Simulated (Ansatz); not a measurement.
# Calibrating PBE-D4/def2-TZVPP on molecular compounds of W

The vertical ionisation energy (cation less neutral) in eV of 7 molecular compounds of W: x at PBE-D4/def2-TZVPP, y at CCSD(T)/def2-TZVPP. Shapes, held fixed at every level: PBE0-D4/def2-TZVP. Flexible molecules stand in one conformer, not always the lowest. Programs: Ansatz 0.2.0.

| molecule | x (eV) | y (eV) |
| --- | --- | --- |
| W(OH)4S | 9.33 | 9.75 |
| CH4ClFO2SW (SMILES C[O][W]([OH])([F])(=[S])[Cl]) | 9.57 | 10.03 |
| W(OH)4Cl2 | 9.86 | 10.48 |
| W(OH)2Cl4 | 9.92 | 10.69 |
| CH3Cl3O2W (SMILES C[O][W](=[O])([Cl])([Cl])[Cl]) | 9.99 | 10.75 |
| W(OH)4ClF | 10.19 | ? |
| W(OH)3ClF2 | 10.64 | 11.08 |

Task: Fit y = c + s·x to the known rows and predict y for W(OH)4ClF.

Result: 
1. Means of the 6 rows: x = 9.8850, y = 10.463.
2. Σ(Δx)² = 0.99015, Σ(Δx·Δy) = 1.0356, so the slope is 1.0356/0.99015 = 1.0459.
3. Intercept: 10.463 − (1.0459) × 9.8850 = 0.124. The largest residual of the fit is 0.19.
4. W(OH)4ClF: 0.124 + 1.0459 × 10.19 = 10.78 eV.

CCSD(T)/def2-TZVPP gives 10.73 eV, so the prediction is off by +0.05 eV, within the largest residual. Uncorrected, PBE-D4/def2-TZVPP misses W(OH)4ClF by -0.54 eV, and the other rows by 0.58 on average. The line removes about 90 % of this miss, partly by chance. Left out in turn, the other rows are missed by 0.26 eV on average, so much of the error is systematic among these molecules. Cations run unrestricted. For atoms past krypton def2 sets carry core potentials with scalar relativity. Outer-core shells of W are correlated, in sets that cover them unevenly.

PBE-D4 places every ionisation energy below CCSD(T), and the shortfall follows chlorine content more closely than the ionisation energy itself. It is smallest for W(OH)4S, which has no chlorine, and largest for W(OH)2Cl4, with CH3Cl3O2W almost level. All these compounds are formally W(VI), d0, so the electron should leave ligand lone pairs, mainly sulfur 3p in the two sulfides and chlorine 3p or oxygen 2p in the others. With several chlorines the hole can spread over more than one ligand, and a semilocal functional probably overstabilises such a delocalised cation. The sulfides ionise most easily because sulfur 3p lies high, while fluorine, strongly electron-withdrawing, helps to put W(OH)3ClF2 at the top.

With a slope near one, the line acts largely as a constant shift and cannot follow this ligand dependence: it falls short for the molecules with two or more chlorines and overshoots for the rest, including W(OH)4ClF. Its success there therefore doesn't support carrying it over to chlorine-rich or differently ligated tungsten compounds.
